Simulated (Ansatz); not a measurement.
# HfC: energy above lowest point against volume scale

Free energy against uniform scaling of the volume at fixed shape and fractions; periodic cell, basis, potentials, k mesh and filling as listed. The results are calculated, by Ansatz 0.2.0.

The cell before it is scaled or strained (space group P6_3/mmc, No. 194):
```
HfC
1.0
      3.3429     0.0000     0.0000
     -1.6714     2.8950     0.0000
      0.0000     0.0000     5.2027
Hf C
2 2
Direct
  0.66667 0.33333 0.75000
  0.33333 0.66667 0.25000
  0.00000 0.00000 0.00000
  0.00000 0.00000 0.50000
```

Settings of every row: functional LDA; dispersion none; potentials PAW; wave cutoff 500 eV; density cutoff 2000 eV; k mesh 8x8x5; k shift 0x0x0; occupations gaussian; smearing width 0.1 eV; spin none.

Limits: coarse k mesh, up to 40 meV an atom off; no spin-orbit coupling, which can matter with elements this heavy; the cell comes from a prototype or a list of computed structures and needn't be the stable phase.

| row | volume scale | V (Å³/atom) | energy above lowest point (meV/atom) |
| --- | --- | --- | --- |
| 1 | 0.88 | 11.077 | 53.4 |
| 2 | 0.92 | 11.581 | 6.7 |
| 3 | 0.96 | 12.084 | 0 |
| 4 | 1 | 12.588 | 25.7 |
| 5 | 1.04 | 13.091 | ? |
| 6 | 1.08 | 13.595 | 150.6 |
| 7 | 1.12 | 14.098 | 240.7 |

Question: what energy above lowest point should row 5 give?

Worked fit of energy above lowest point. Take u = (V_r/V)^(2/3) − 1 with V_r = 12.336 Å³ an atom, which is twice the finite (Eulerian) strain; such expansions in the strain, on which the Birch-Murnaghan equation of state is built, carry the rest volume and the bulk modulus. The shown rows have u = 0.07441, 0.043, 0.01385, -0.01339, -0.06273, -0.08516. Least squares give energy above lowest point = 9.23 − 951 × u + 20755 × u² meV/atom; a straight line predicts inner rows, each left out in turn, worse (root mean square 53 against 0.049 meV/atom). All shown rows lie on it to the printed digit. Its lowest point lies at u = 0.0229, or V = 11.92 Å³ an atom, and the curvature there gives the bulk modulus at fixed shape and fractions, B = (4/9)(1 + u)² E″(u)/V = 259 GPa. Letting shape and atoms relax would as a rule lower it, by much in layered, chain or molecular crystals. The withheld row has u = -0.03883, so the fit gives 9.23 − 951 × (-0.03883) + 20755 × (-0.03883)² = 77.5 meV/atom.

The calculation gave 77.6 meV/atom. The fit lies 0.1 meV/atom (0.042 % of the column's range) below it, one unit of the last digit.
